The band gap is the energy between the highest filled and the lowest empty electron level of a crystal. A direct gap is one whose two levels belong to the same electron wave vector, so light can bridge it without help from a lattice vibration. Here both come from the Kohn–Sham levels of ZnO in the local density approximation (LDA). The crystal was scaled uniformly, with the ratio c/a of the cell edges and the relative atomic positions held fixed.

Ansatz 0.2.0, all-electron LAPW calculations with the LDA functional, scalar-relativistic and without spin polarization, for ZnO (space group P6₃mc, 4 atoms per cell) at fixed relative atomic positions. The band gap is taken from the levels on an 11×11×6 k mesh, with Fermi–Dirac smearing of 0.02 eV and a basis error target of 0.5 meV/atom.

```tsv
volume (Å³/atom)	c/a	shortest distance (Å)	band gap (eV)	smallest direct gap on path (eV)
11.182	1.6015	1.934	0.846	0.846
11.420	1.6015	1.947	0.813	0.813
11.658	1.6015	1.961	0.780	0.780
11.777	1.6015	1.967	0.763	0.763
11.896	1.6015	1.974	0.747	0.747
12.015	1.6015	1.980	0.731	0.731
12.134	1.6015	1.987	0.715	0.715
12.372	1.6015	2.000	0.683	0.683
12.610	1.6015	2.013	0.651	0.651
```

The gap falls at every step, from 0.846 eV in the smallest cell to 0.651 eV in the largest, and it stays direct. The calculated pressure passes through zero near 11.3 Å³ per atom. Only the first row is therefore a compressed crystal, and the others are under tension.

The gap itself is far too small: the measured one is roughly 3.4 eV, a recalled value. Spin–orbit coupling and atomic vibrations are also absent, but they are too weak to supply the missing electronvolts, which are a well-known failing of LDA. The direction of the trend deserves more trust than the gap in any row.

A tempting argument predicts the opposite trend. Levels of neighbouring atoms overlap and spread into bands, and longer bonds mean less overlap and narrower bands. If the bands shrink towards their centres, the space between them should widen. To test this, the gap $E_g$ can be split exactly into three pieces:

$$E_g = D - h_v - h_c .$$

Here $D$ is the distance between the average energy of the six upper valence bands and that of the two lowest conduction bands. The height $h_v$ is how far the valence top lies above its average, and the depth $h_c$ is how far the conduction minimum lies below its own. At 11.420 Å³ per atom the sum reads $7.85 - 2.13 - 4.91 = 0.81$ eV. The gap is a small remainder of much larger energies.

Between this volume and 12.372 Å³ per atom the bands do become narrower, and that alone would open the gap by 0.24 eV. Over the same stretch, however, the band centres approach each other by 0.37 eV. The net change is $0.24 - 0.37 = -0.13$ eV, as in the table. The tempting argument describes a real effect but forgets that the centres move too.

A second explanation blames the valence top. It consists mainly of oxygen 2p orbitals, and the filled zinc 3d levels below push it upwards. As the crystal stretches from 11.420 to 12.372 Å³ per atom, the average 3d level comes closer to the valence top, from 5.27 to 4.98 eV below it. Closer levels repel more strongly if their coupling stays the same, so the top might rise and close the gap. LDA places the 3d levels too close to the valence top, which exaggerates this repulsion.

The edges can be followed separately by measuring them against deep core levels. Against the oxygen 1s level the valence top falls by 0.14 eV and the conduction minimum by 0.27 eV. The zinc 3s level as a ruler gives 0.11 and 0.24 eV. Core levels also respond to the changing electrostatic potential, so these shifts are not absolute, but both rulers give the same order. They speak against a rising valence top and point to the conduction minimum as the edge that closes the gap. The minimum does not fall alone: the average of the two lowest conduction bands sinks by 0.37 eV against oxygen 1s.

The third explanation says why this edge should fall. At the wave vector of the gap, which is zero, the orbital pattern repeats with the same sign in every cell. In the lowest empty state there, a zinc 4s orbital meets oxygen 2s orbitals that all have the sign opposite to its own, while the contributions of oxygen 2p nearly cancel. The empty state is the antibonding combination, pushed up by the overlap, and it sinks when longer bonds weaken that push. The valence top is pressed down by zinc 4p and up by zinc 3d, so its changes partly cancel.

This picture rests on symmetry and overlap, and the energies support it only indirectly. The distance from the lowest oxygen 2s level to the conduction minimum does shrink, by 0.78 eV between the same two volumes. But the distance from that 2s level to the valence top shrinks by 0.65 eV, so most of the change comes from the 2s level itself. Against oxygen 1s it rises by 0.51 eV, as expected for the bonding partner of the empty state, though a change of charge on the oxygen atom could also shift it. A weaker electrostatic field between the ions would also bring the zinc 4s level down towards the oxygen levels. The two core rulers shift against each other by only 0.03 eV, which hints that the net change of potential between the two sites is small. Core levels also feel changes of charge within their own atom, however, so the numbers do not cleanly separate this contribution from that of the overlap.

Can a simple rule for the overlap give the size of the effect? The coupling between neighbouring orbitals is often taken to fall as $1/d^2$, where $d$ is the shortest distance in the table, the Zn–O bond. If every energy followed this rule, the gap would shrink by 8% over the series, whereas the calculated gap shrinks by 23%.

The rule fails because the three pieces do not shrink in step. From 11.420 to 12.372 Å³ per atom the distance of the centres shrinks by about 5%, but the conduction depth by only 2%. Before rounding the mismatch is 2.7%, which on a depth of 4.9 eV makes about 0.13 eV, as much as the whole change of the gap. The valence height works the other way: it shrinks by about 7%, faster than the distance of the centres, and so takes back part of this effect. A rule that is tolerable for a large energy can thus be useless for a small difference between large energies.

For practical use it is better to describe the gap directly. With $V$ the volume per atom, a constant response to relative volume changes means

$$\Delta E_g = a\,\ln\frac{V_2}{V_1}.$$

The coefficient $a$ is called the volume deformation potential, and a straight line in $\ln V$ through all nine rows gives $a=-1.62$ eV. For a stretch from 11.896 to 12.134 Å³ per atom, $\ln(12.134/11.896)=0.0198$, so the gap should change by $-1.62\times0.0198=-0.032$ eV. The table gives $0.715-0.747=-0.032$ eV; both rows took part in the fit, so this illustrates the formula and does not test it independently. The largest miss of the line is about 1 meV, at the largest volume, as the printed analysis below shows.

Each percent of added volume thus lowers the calculated gap by about 16 meV. In a real crystal the effect is expected to be larger, because LDA tends to underestimate this response as well as the gap. The rule holds for uniform stretching only: a film strained in its plane changes shape as well, and heating also acts on the gap through atomic vibrations. What remains open is why the conduction minimum keeps its depth below the band average so well while the other two pieces shrink faster. Resolving the conduction states into zinc and oxygen orbitals at each volume would be the next step towards an answer.

Output of the analysis:

```
Fall of the gap over the whole series (eV): 0.195
Fall of the gap over the whole series (percent): 23.05
Fall over the whole series if the gap went as 1/d^2 (percent): 7.7
Volume of zero pressure by interpolation (A^3/atom): 11.34
fit of band_gap on 9 rows: constant 4.764 +/- 0.016, coefficient of log(vol) -1.622 +/- 0.0064; rms 0.000602, worst 12.61 0.00108, leave-one-out rms 0.000957
Change of the gap from 11.420 to 12.372 (eV): -0.1299
Distance of band centres at 11.420 (eV): 7.849
Change of the distance of band centres to 12.372 (eV): -0.3698
Valence top above its centre at 11.420 (eV): 2.131
Change of valence top above its centre to 12.372 (eV): -0.1433
Conduction minimum below its centre at 11.420 (eV): 4.905
Change of conduction minimum below its centre to 12.372 (eV): -0.0966
Gap change from narrowing alone (eV): 0.2399
Shrinkage of the distance of centres (percent): 4.712
Shrinkage of the valence height (percent): 6.726
Shrinkage of the conduction depth (percent): 1.969
Shrinkage by the 1/d^2 rule from 11.420 to 12.372 (percent): 5.196
Shrinkage of the gap from 11.420 to 12.372 (percent): 15.98
Shift of valence top against O 1s (eV): -0.1449
Shift of conduction minimum against O 1s (eV): -0.2748
Shift of valence top against Zn 3s (eV): -0.1127
Shift of conduction minimum against Zn 3s (eV): -0.2426
Mean Zn 3d level below valence top at 11.420 (eV): 5.272
Mean Zn 3d level below valence top at 12.372 (eV): 4.978
Change of distance from lowest O 2s level to conduction minimum (eV): -0.7841
Change of distance from lowest O 2s level to valence top (eV): -0.6542
```
